## Pressure in a sheared crystal

The pressure of a strained crystal is the mean of its three normal stresses, counted positive when the cell pushes outward. Here it was computed by density functional theory for a tungsten cell sheared in the yz plane, with nothing else allowed to adjust. The unsheared cell has space group Im-3m; the imposed shear lowers the symmetry of all the other rows to Fmmm. The strain $\gamma$ is the engineering shear, the change of the angle between the y and z directions in radians. The column "tensile stress along pattern" is the shear stress that answers this strain, and "energy change" is the energy that the shear stores.

Bcc tungsten (conventional a = 3.168 Å before strain) under homogeneous yz engineering shear, computed with Ansatz 0.2.0 (plane-wave PAW, scalar-relativistic, r2SCAN, no spin polarisation; cutoff 500 eV, k mesh 26×26×26, Gaussian smearing of 0.15 eV). Energy changes are free energies relative to the unstrained cell; pressure is positive in compression.

| strain | energy change (meV/atom) | tensile stress along pattern (GPa) | pressure (GPa) |
| --- | --- | --- | --- |
| -0.02 | 3.0 | -3.02 | 0.21 |
| -0.01 | 0.8 | -1.51 | 0.14 |
| 0 | 0.0 | 0.00 | 0.12 |
| 0.005 | 0.2 | 0.75 | 0.12 |
| 0.015 | 1.7 | 2.27 | 0.17 |

A shear pushes along none of the three axes, and in linear elasticity a cubic crystal answers it with shear stress alone. The shear stress does follow the strain almost in proportion, with a stiffness $C_{44}$ of 151 GPa. Yet the pressure is higher in every sheared row than in the unstrained one, whichever way the cell leans; at 0.005 the rise is real but too small to show in the rounded table. The question is where this outward push comes from.

## Explanation one: stress left over in the cell

The unstrained cell already has a pressure of 0.12 GPa, so the starting point is not perfectly relaxed. One might take the other pressures for the same remnant with some numerical scatter. Scatter would have no reason to follow a law, so the way the rise grows with strain is the test.

At a strain of −0.02 the pressure lies 96 MPa above that of the unstrained cell. At 0.015, three quarters of that strain in the opposite direction, a square law predicts 54 MPa, and the calculation gives 53 MPa. So regular a rise is no scatter. A systematic error of the k mesh or the cutoff could also grow as the square, however, and no run with other settings is at hand to exclude it.

The square also removes an apparent asymmetry. In a bcc crystal the two directions of this shear are mirror images, so equal strains of opposite sign must give equal pressures. The row at −0.02 has the higher pressure only because it is sheared further.

## Explanation two: the shear squeezes the cell

The tempting explanation is geometrical. The shear tilts the y and z directions towards each other by $\gamma/2$ each, and this multiplies the volume by $1-\gamma^2/4$. The cell is therefore slightly compressed, and a compressed solid pushes back. The idea gives the right sign, the same result for both directions and the square law, so the shape of the trend cannot refute it.

The size can. At −0.02 the volume loss is only 0.01 %. Tungsten's bulk modulus $B$, the pressure needed per relative loss of volume, is roughly 310 GPa; this is a recalled value, not one computed here. The squeeze then accounts for 31 MPa, about a third of the rise. To supply all of it, tungsten would have to be some three times as hard to compress as it is.

## Explanation three: the stored shear energy depends on volume

Pressure measures how the energy falls when the cell expands. A sheared cell holds extra energy, and if that energy would shrink on expansion, the cell gains by expanding and pushes outward. This push exists even where the shear has removed no volume.

An isolated, charged parallel-plate capacitor works by the same rule. Its energy goes as the square of the charge, so the force between the plates is the same for either sign of charge. That energy grows with the gap, and the plates attract; in sheared tungsten the stored energy must fall with volume, because the cell pushes harder than the squeeze alone can explain. The analogy explains the square and why both directions of shear act alike, but neither the sign nor the size of the push, since for a crystal no simple geometry tells how the energy depends on volume.

For the crystal, the energy at volume $V$ and strain $\gamma$ is, to second order in the strain,

$$E(V,\gamma)=E_0(V)+\tfrac12\,V\,C_{44}(V)\,\gamma^2 .$$

The pressure is $P=-\partial E/\partial V$ at fixed shape. The first term gives the squeeze of the previous section. The second gives a push that depends on how $C_{44}$ changes with volume, which can be rewritten as its change with pressure. Together they make the pressure rise

$$\Delta P=\gamma^2\left[\frac B4-\frac{C_{44}}2+\frac B2\,\frac{dC_{44}}{dP}\right].$$

## The row at −0.02 worked through

Here $\gamma^2$ is 0.0004. Suppose first that $C_{44}$ did not depend on volume, so that the last term vanishes:

$$\Delta P = 0.0004\times\left(\frac{310}{4}-\frac{151}{2}\right)\ \text{GPa}\approx 0.001\ \text{GPa}.$$

The squeeze and the second term almost cancel. With constant stiffness a larger cell would store more shear energy, so that energy would pull the cell inward and undo the squeeze. Such a crystal would show almost no rise, whereas the calculation gives 0.096 GPa.

The last term must therefore supply nearly everything:

$$\frac{dC_{44}}{dP}\approx\frac{0.096}{0.0004\times 155}\approx 1.5 .$$

Tungsten has to become stiffer against shear when it is compressed, by about 3 % for each per cent of volume lost. This fits a picture in which the forces between neighbouring atoms grow steeply as the atoms approach, though the calculation does not test that picture. An error of a tenth in the recalled bulk modulus would shift the slope of 1.5 by about 0.2, without changing the conclusion.

## How far the numbers decide

They decide against the squeeze as the whole cause, by a factor of three that no reasonable bulk modulus can close. The case for the third explanation is of another kind. Once the energy is expanded in the strain, no other term of this order remains, so the missing pressure has to come from the volume dependence of $C_{44}$, unless an error of the k mesh or the cutoff contributes to it. Its size was inferred from the pressure itself, and a direct test would need $C_{44}$ computed at a second volume.

The analysis printed below fits a constant plus a term in the square of the strain to the pressures of all five rows, the worked row included. The fit confirms the square law, but it would look just as good if the squeeze were the only cause. The rise divided by the strain squared also creeps up by about 5 % from the smallest strain to the largest. The model has no term for this, and five points at one setting do not show whether it is elasticity of higher order or numerical error.

The model also treats the crystal as if it had a volume but no separate axes. In the calculation the normal stress at −0.02 rises by 173 MPa along x and by only 58 MPa along y and z. The energy added by the shear must therefore fall more steeply when the cell is lengthened along x, out of the sheared plane, than when it is lengthened within that plane. Why tungsten has this preference cannot be read from stresses alone.

## What the push means for a piece of tungsten

If the cell at −0.02 were free to expand while keeping its shape, it would relieve the extra 0.096 GPa by growing about 0.03 %. The shear had taken away only 0.01 %, so the crystal would end up larger than before it was sheared. This separates the two pictures most plainly: a cell that had merely been squeezed would return to its old volume, while one whose shear stiffness drops steeply enough on expansion goes beyond it.

Beside the shear stress itself, the push is small. At a strain of 0.005 the shear stress is 0.75 GPa and the pressure rise about 6 MPa, less than 1 % of it. At −0.02 the share has grown to about 3 %, because the pressure rise follows the square of the strain and the shear stress only its first power. These ratios hold for a perfect crystal at zero temperature; grain boundaries and plastic flow are outside the calculation.

To guess the behaviour of another cubic metal under the same shear, compare $dC_{44}/dP$ with $C_{44}/B-\tfrac12$. If the first is larger, the sheared cell pushes outward; if it is smaller, the cell pulls inward. For tungsten the second quantity is close to zero, so any clear stiffening under pressure is enough to make the cell push.

Output of the analysis:

```
C44 from shear stress, GPa: 151.1
C44 from energy, GPa: 151
Pressure rise and volume-loss estimate (zero row is the reference):
    row  rise in MPa  rise over strain squared in GPa  volume loss alone in MPa
  -0.02         96.4                              241                        31
  -0.01        23.29                            232.9                      7.75
    0.0            0                                0                         0
  0.005         5.76                            230.4                     1.938
  0.015        53.21                            236.5                     17.44
Rise of normal compressive stress:
    row  along x in MPa  along y and also z in MPa
  -0.02           173.4                       57.9
  -0.01           44.97                      12.45
    0.0               0                          0
  0.005           11.35                       2.97
  0.015            99.6                      30.01
fit of p on 5 rows: constant 0.1177 +/- 0.00035, coefficient of g2 241 +/- 1.6; rms 0.00042, worst 0.015 0.000595, leave-one-out rms 0.000997
Volume loss at strain -0.02, percent: 0.01
Share of pressure rise from volume loss at -0.02, percent: 32.16
Bulk modulus needed if volume loss did it all, GPa: 963.9
Pressure rise at -0.02 if C44 did not depend on volume, MPa: 0.7788
Inferred dC44/dP, no unit: 1.542
Inferred percent rise of C44 per percent volume loss: 3.164
Smallest ratio of x rise to y rise: 2.995
Largest ratio of x rise to y rise: 3.822
```
